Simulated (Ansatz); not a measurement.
**Abstraction of Cl: C2H5AlCl2 + CBrCl2 → C2H5AlCl + CBrCl3**

Gas-phase species: C2H5AlCl2 (ethylaluminum dichloride) `C[CH2][Al]([Cl])[Cl]`, singlet; CBrCl2 `Cl[C](Cl)Br`, doublet; C2H5AlCl `C[CH2][Al][Cl]`, doublet; CBrCl3 (bromotrichloromethane) `ClC(Cl)(Cl)Br`, singlet. A radical takes Cl: the energy is the difference in strength between the Al–Cl bond broken and the C–Cl bond made.

Shapes, held fixed at every level: PBE0-D4/def2-TZVP. Flexible molecules stand in one conformer, not always the lowest. Programs: Ansatz 0.2.0. Electronic energies: no zero-point or thermal term.

| level | kind | ΔE (kJ/mol) | less CCSD(T)/def2-TZVPP |
| --- | --- | --- | --- |
| MP2/def2-TZVPP | perturbation theory | +200.3 | -16.2 |
| HF/def2-TZVPP | Hartree–Fock | +261.0 | +44.5 |
| r2SCAN-D4/def2-TZVPP | meta-GGA | +225.8 | +9.3 |
| B3LYP-D4/def2-TZVPP | global hybrid | +218.4 | +1.9 |
| BHLYP-D4/def2-TZVPP | global hybrid | +235.2 | +18.7 |
| wB97X-V/def2-TZVPP | range-separated hybrid | +223.8 | +7.3 |
| CCSD(T)/def2-SVP | coupled cluster or CI | +219.1 | +2.6 |
| CCSD(T)/def2-TZVPP | coupled cluster or CI | +216.5 | 0.0 |

The highest level, CCSD(T)/def2-TZVPP, gives ΔE = +216.5 kJ/mol; the levels span +200.3 to +261.0. The column of differences is taken from that level and isn't an error. No measured value is set beside it here. Open shells run unrestricted. Relativity is left out for Br. Outer-core shells of Br are correlated, in sets that cover them unevenly.

Moving Cl from aluminium to the dihalo-bromomethyl radical is strongly uphill at every level, so the Al–Cl bond broken is much stronger than the C–Cl bond made. The Al–Cl bond is strongly polar and gains some further strength from chlorine lone-pair donation into the empty Al 3p orbital. Its loss also leaves aluminium in the unfavourable formal oxidation state +2. On the carbon side, CBrCl2 is stabilised by delocalisation of its unpaired electron onto the halogens, and crowding in CBrCl3 probably weakens the new bond further.

Hartree–Fock gives the largest endothermicity and MP2 the smallest, which suggests that correlation favours the halogen-rich C–Cl bond more than the Al–Cl bond, with MP2 overstating this. The spread affects the size of the energy but not its sign. The reverse transfer, from CBrCl3 to the aluminium-centred radical, is therefore strongly downhill in electronic energy, but these results don't show whether that radical would take Cl in preference to the more weakly bound Br.
